**Q:** I want to know what a VW film does when a substrate stretches or squeezes it in its plane. In this calculation the edges $a$ and $b$ are strained by the same percentage and $c$ is left free. How do I read the result?

VW (space group Cmmm; a = 3.065, b = 4.402, c = 4.251 Å and 14.34 Å³ per atom at zero strain) under equal strain of a and b, with c and the atoms relaxed in the strained rows. Ansatz 0.2.0, plane-wave PAW, scalar-relativistic PBEsol without spin polarisation, 420 eV cutoff, 14×10×10 k mesh, Gaussian smearing of 0.1 eV. Stress is positive in compression.

```tsv
strain (%)	energy change (meV/atom)	volume change (%)	c over a	stress xx (GPa)	stress yy (GPa)	stress zz (GPa)
-3	34.3	-2.64	1.479	14.66	11.76	-0.02
-1.5	8.6	-1.34	1.432	6.81	5.75	-0.01
0	0.0	0.00	1.387	0.25	0.12	0.02
1.5	7.2	1.50	1.346	-5.76	-5.20	-0.02
3	28.9	3.03	1.308	-11.00	-10.17	-0.04
```

**A:** Start with the atoms. Planes of V and planes of W alternate along $c$, and each atom has eight close neighbours: four of its own kind within the plane and four of the other kind in the planes above and below. Negative strain means a squeezed plane, and a positive stress means that the crystal pushes outwards. Stress zz stays near zero because $c$ has relaxed, as it would in a film with a free surface. Now work out $c$ from the columns strain and volume change.

**Q:** It moves against the plane. At 3 % compression $c$ has grown by about 3.5 %, and at 3 % tension it has shrunk by about 2.9 %. Is that just the V–W bonds tilting like rigid rods?

**A:** Tilting is part of it. When the plane stretches, the two ends of each short V–W rod move apart sideways, and the planes must come closer if the rod is to keep its length. But a rigid rod would stay at 2.62 Å, its length at zero strain. The cell edges give 2.60 Å at 3 % tension and 2.65 Å at 3 % compression. The planes therefore move further than rigid rods between these nearest neighbours would make them.

**Q:** What pulls them the extra distance?

**A:** The usual picture of metallic cohesion offers a reason, though these numbers don't isolate it. An atom in a metal is bound by the electron density that all its neighbours supply together. Stretch the plane and the four in-plane neighbours supply less, so the atom gains by drawing the other four closer. Squeeze the plane and it is crowded from the sides, so the neighbouring planes move away. The longer V–W pairs, about 3.06 Å apart, may help as well. They lean along $b$, and if they tilted at fixed length they would move the planes about as far as the table shows.

**Q:** Then why doesn't $c$ go all the way and restore the volume?

**A:** Because that would change the shape too much. To keep the volume, $c$ would have to change by about 2 % for each 1 % of strain in the plane, and a solid resists such a distortion as well as a change of volume. The compromise here is about 1.1 % averaged over the series, which removes roughly half of the volume change that a fixed $c$ would give. What matters is the ratio of the two resistances. A metal that shears easily for its bulk stiffness comes closer to constant volume, and one that resists shear strongly stays further from it.

**Q:** The energy looks like a parabola, but a lopsided one. At 3 % it costs 34.3 meV/atom to squeeze and only 28.9 to stretch. Is that the hard repulsion between atoms?

**A:** Only in part. Look at the row at zero strain: stress xx is 0.25 GPa and stress yy 0.12 GPa, so the starting cell is slightly too small in the plane. It already pushes outwards, which makes the first bit of stretching cheap and the first bit of squeezing dear. That would tilt the curve even if the crystal obeyed Hooke's law exactly.

**Q:** Can I work out how much?

**A:** Yes, from the zero row alone. For a small strain $\varepsilon$ the residual stress changes the energy of an atom by $-V(\sigma_{xx}+\sigma_{yy})\,\varepsilon$, where $V$ is the volume an atom and $\sigma_{xx}$ and $\sigma_{yy}$ are the two stresses. Compression and tension have opposite signs, so their difference is twice that size:

$$2 \times 14.34\ \text{Å}^3 \times 0.37\ \text{GPa} \times 0.015 \approx 0.16\ \text{GPa Å}^3 \approx 1.0\ \text{meV}.$$

The table's difference at 1.5 % is 1.4 meV/atom, so most of it comes from the choice of starting cell. At 3 % the same term doubles to 2.0 meV/atom, out of 5.4.

**Q:** So what is left is real stiffening?

**A:** That is the natural reading. The remainder grows from about 0.4 to 3.4 meV/atom when the strain doubles, close to the factor of eight expected of a cubic term. The smaller remainder is only a few times the last printed digit of the energies, so the factor is rough. The physical reason is familiar: repulsion steepens as neighbours approach, while the bonds soften as they part. The analysis printed below lists these differences together with the distances.

**Q:** Stress xx is larger in size than stress yy in all four strained rows, although both edges are strained equally. Which bonds make $a$ the stiffer direction?

**A:** Not the nearest ones, and here a picture of springs between nearest neighbours alone fails. The in-plane nearest neighbours lie along the diagonals of the $a$–$b$ rectangle. Since $b$ is the longer edge, these bonds lean towards $b$, and on their own they would make stress yy the larger. The short V–W bonds do run partly along $a$, but they grow longer when the plane is squeezed, so as springs they would lower the push along $a$. Yet the table shows stress xx as the larger.

**Q:** Then what does?

**A:** Think of the body-centred cubic lattice from which this cell derives. The edge $a$ is a cube edge, and $b$ runs along a face diagonal. Along $a$ sit like atoms only about 3.07 Å apart, not much further than the nearest neighbours, and they take the full strain. The other second neighbours, V–W pairs that run partly along $b$, keep almost the same length in every row. Together with the directional bonding of the d electrons, the pairs along the cube edges can make a body-centred metal stiff in those directions. The stresses fit that explanation, but they don't show how much each part contributes.

**Q:** One more oddity. If I follow $c$ from row to row, its response weakens steadily towards tension, but the largest drop comes just at zero strain.

**A:** Part of the weakening is arithmetic, because every percentage is taken of the zero-strain cell. The rest would fit in-plane neighbours that push harder when squeezed than they pull when stretched. I wouldn't give the extra drop a physical cause. It amounts to a few hundredths of a percent in $c$. The zero row is the only one in which the cell was taken as it stood and not relaxed, but its stress zz is as small as in the relaxed rows, so an unrelaxed $c$ is too weak a cause. These data leave the origin of the kink open. Use the overall slope and leave that kink alone.

**Q:** What should I take to the film, then?

**A:** If you measure the plane spacing along the film normal, expect it to shift by about 1 % against each 1 % of strain in the plane. A short spacing may therefore mean a stretched film and not a different composition, so measure an in-plane spacing too before you decide. The number comes from PBEsol run on PAW datasets made for PBE, and it holds for perfectly alternating V and W planes at zero temperature that keep their symmetry. V and W usually mix at random, and whether this layered order would survive in a strained film is the question to settle first.

Output of the analysis:

```
Response of c:
   row  c in Å  change of c in %  change of c per 1 % strain since the row before  volume change if c were held in %
  -3.0   4.399             3.475                                              n/a                              -5.91
  -1.5   4.323             1.688                                           -1.192                             -2.977
   0.0   4.251                 0                                           -1.125                                  0
   1.5   4.188            -1.478                                          -0.9852                              3.022
   3.0   4.128            -2.884                                          -0.9377                               6.09
Distances and stress difference:
   row  in-plane like neighbours in Å  short V–W in Å  longer V–W in Å  xx minus yy in GPa
  -3.0                          2.602           2.655            3.065                 2.9
  -1.5                          2.642           2.636            3.061                1.06
   0.0                          2.682            2.62             3.06                0.13
   1.5                          2.722           2.609            3.062               -0.56
   3.0                          2.762           2.599            3.066               -0.83
Change of c per 1 % strain from -3 to +3 % (%): -1.06
Volume change at -3 % as share of that with c held (%): 44.67
Volume change at +3 % as share of that with c held (%): 49.75
Change of in-plane like distance from -3 to +3 % (Å): 0.1609
Change of short V–W distance from -3 to +3 % (Å): -0.05606
Spread of longer V–W distance over all rows (Å): 0.006231
Mean energy change of the two 1.5 % rows (meV/atom): 7.9
Mean energy change of the two 3 % rows (meV/atom): 31.6
Energy at -1.5 % less that at +1.5 % (meV/atom): 1.4
Energy at -3 % less that at +3 % (meV/atom): 5.4
Part of the 1.5 % difference from residual stress (meV/atom): 0.9933
Part of the 3 % difference from residual stress (meV/atom): 1.987
Remainder at 1.5 % (meV/atom): 0.4067
Remainder at 3 % (meV/atom): 3.413
Stress xx over yy at -3 % (ratio): 1.247
Stress xx over yy at +3 % (ratio): 1.082
Size of stress xx at -3 % over that at +3 % (ratio): 1.333
Size of stress yy at -3 % over that at +3 % (ratio): 1.156
```
